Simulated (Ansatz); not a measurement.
SnTe in the rocksalt structure

The computed numbers are results of PBEsol, scalar-relativistic (no spin polarisation) in the plane-wave PAW code Ansatz at 420 eV, Γ-centred 8×8×8 mesh, 0.05 eV Gaussian smearing. The datasets are Ansatz's generated set soft_2.

```
Sn Te
1.0
     0.00000    3.14409    3.14409
     3.14409    0.00000    3.14409
     3.14409    3.14409    0.00000
Sn Te
1 1
Cartesian
  3.1441 3.1441 3.1441
  0.0000 0.0000 0.0000
```

The start was a prototype's sites filled with these elements; the Crystallography Open Database holds the compound in this structure.

Elastic constants come from the stress of slightly strained cells with relaxed atoms, in GPa, Voigt order xx, yy, zz, yz, xz, xy in the Cartesian frame of the vectors above.

```
132.9   5.0   5.0   0.0   0.0   0.0
  5.0 132.9   5.0   0.0   0.0   0.0
  5.0   5.0 132.9   0.0   0.0   0.0
  0.0   0.0   0.0  15.2   0.0   0.0
  0.0   0.0   0.0   0.0  15.2   0.0
  0.0   0.0   0.0   0.0   0.0  15.2
```

Task: Work out the Voigt, Reuss and Hill moduli.

Result: Voigt: K = (C11 + C22 + C33 + 2(C12 + C13 + C23))/9 = 48 GPa, G = (C11 + C22 + C33 − C12 − C13 − C23 + 3(C44 + C55 + C66))/15 = 35 GPa. Reuss, from the compliances S = C⁻¹: K = 48 GPa, G = 22 GPa. Hill means: K = 48 GPa, G = 28 GPa.

Task: And Young's modulus, Poisson's ratio, Pugh's ratio and the anisotropy?

Result: E = 9KG/(3K + G) = 71 GPa, ν = (3K − 2G)/(6K + 2G) = 0.25, K/G = 1.68 (under the 1.75 that Pugh's rule, made for metals, takes as the line between brittle and ductile), universal anisotropy index 5G_V/G_R + K_V/K_R − 6 = 2.9. The eigenvalues of C are 15.2, 15.2, 15.2, 128, 128, 143 GPa, all positive.

Task: What sound velocities and Debye temperature follow for a polycrystal?

Result: With a density of 6.580 g/cm³ (mean mass 123.2 u, 31.08 Å³/atom), K = 47.6 and G = 28.26 GPa from the unrounded constants, v_l = √((K + 4G/3)/ρ) = 3600 m/s and v_t = √(G/ρ) = 2070 m/s. The mean [(1/v_l³ + 2/v_t³)/3]^(−1/3) is 2300 m/s, and θ_D = (ħ/k_B)(6π²/V)^(1/3) v_m ≈ 220 K, with V the volume an atom. This is the low-temperature, elastic estimate.

For a cubic crystal three numbers say it all: C11 = 132.9, C12 = 5.0, C44 = 15.2 GPa. K = (C11 + 2C12)/3 = 47.6 GPa. The two shear moduli are C44 and C′ = (C11 − C12)/2 = 63.9 GPa, so Zener's ratio C44/C′ is 0.24: the crystal is stiffest along ⟨100⟩ and softest along ⟨111⟩. The Cauchy pressure C12 − C44 is -10 GPa; pair forces would make it zero if every atom sat on a centre of inversion, as here.

The equation of state, an independent route, gives B0 = 48 GPa, against 48 GPa here.

It took roughly 40 core-seconds on a shared host.

Scalar-relativistic only: spin–orbit splittings of the heavy atoms' levels are missing. For this crystal the k-mesh misses a band edge: under PBEsol at the relaxed cell a band path gives a gap of 0.08 eV (close to the smearing width) where the mesh alone gives 0.16 eV, so gaps on the mesh are upper bounds. Spin–orbit coupling shifts the heavy anion's p levels by more than this gap and may close it.

The elastic response is dominated by the contrast between stretching and bending bonds. Sn and Te p orbitals form σ bonds along the cube axes, so a ⟨100⟩ strain changes bond lengths directly and meets a large C11, while the shear measured by C44 mainly changes the right angles between bonds and costs little. The small C12 shows weak coupling between perpendicular chains, as expected for nearly independent p-bonded axes. The negative Cauchy pressure fits this picture, since it requires forces beyond central pair interactions.

This anisotropy limits what the polycrystalline averages can say. The Voigt and Reuss shear moduli, 35 and 22 GPa, put K/G on opposite sides of Pugh's line, so the Hill value doesn't support a firm classification as brittle.

The positive eigenvalues establish stability against small homogeneous strains only. They don't test the zone-centre optical displacement of Sn against Te, the soft mode behind SnTe's known low-temperature rhombohedral distortion, because inversion symmetry decouples it from strain at linear order.
